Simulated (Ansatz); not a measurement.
## Ligand exchange: GaH2Br + CHBrF2 → GaH3 + CBr2F2

Species: GaH2Br `[GaH2][Br]`, singlet; CHBrF2 (bromodifluoromethane) `FC(F)Br`, singlet; GaH3 `[GaH3]`, singlet; CBr2F2 (dibromodifluoromethane) `FC(F)(Br)Br`, singlet. The partners trade Br for H: Ga–Br and C–H bonds give way to Ga–H and C–Br.

Shapes, held fixed at every level: PBE0-D4/def2-TZVP. Programs: Ansatz 0.2.0. The zero-point and thermal change to 298 K, harmonic and unscaled (PBE0-D4/def2-TZVP), is -14.9 kJ/mol.

```json
{"level": "HF/def2-SVP", "kind": "Hartree–Fock", "ΔH(298 K) (kJ/mol)": "+246.3", "less CCSD(T)/def2-TZVPP": "+37.5"}
{"level": "HF/def2-TZVPP", "kind": "Hartree–Fock", "ΔH(298 K) (kJ/mol)": "+242.3", "less CCSD(T)/def2-TZVPP": "+33.5"}
{"level": "SPW92/def2-TZVPP", "kind": "LDA", "ΔH(298 K) (kJ/mol)": "+187.6", "less CCSD(T)/def2-TZVPP": "-21.2"}
{"level": "PBE0-D4/def2-TZVPP", "kind": "global hybrid", "ΔH(298 K) (kJ/mol)": "+206.6", "less CCSD(T)/def2-TZVPP": "-2.2"}
{"level": "wB97X-V/def2-TZVPP", "kind": "range-separated hybrid", "ΔH(298 K) (kJ/mol)": "+203.9", "less CCSD(T)/def2-TZVPP": "-4.9"}
{"level": "MP2/def2-TZVPP", "kind": "perturbation theory", "ΔH(298 K) (kJ/mol)": "+209.1", "less CCSD(T)/def2-TZVPP": "+0.3"}
{"level": "CCSD/def2-SVP", "kind": "coupled cluster or CI", "ΔH(298 K) (kJ/mol)": "+217.7", "less CCSD(T)/def2-TZVPP": "+8.9"}
{"level": "CCSD(T)/def2-TZVPP", "kind": "coupled cluster or CI", "ΔH(298 K) (kJ/mol)": "+208.8", "less CCSD(T)/def2-TZVPP": "0.0"}
```

The highest level, CCSD(T)/def2-TZVPP, gives ΔH(298 K) = +208.8 kJ/mol; the levels span +187.6 to +246.3. The column of differences is taken from that level and isn't an error. No measured value is set beside it here. Relativity is left out for Br, Ga. Outer-core shells of Br, Ga are correlated in most correlated rows, in sets that cover them unevenly.

The exchange is strongly endothermic at every level, so bromine prefers gallium and hydrogen prefers carbon. Ga–Br is a strong, polar bond between an electropositive metal and a halogen, probably helped a little by bromine lone-pair donation into the empty p orbital on gallium. The reaction gives it up for a less polar Ga–H bond, and also replaces a strong C–H bond with a weaker C–Br bond, whose overlap is poorer. Both halves of the trade therefore favour the reactants.

Hartree–Fock exaggerates the cost in both basis sets, which shows that electron correlation favours the products. A likely source is the correlation among the electron-rich halogens gathered around one carbon in CBr2F2. MP2 recovers nearly all of this effect, though its +0.3 kJ/mol offset from CCSD(T) may owe something to cancellation. With the same number of molecules on each side, entropy is unlikely to overturn so large an enthalpy, but the result says nothing about the barrier to exchange.
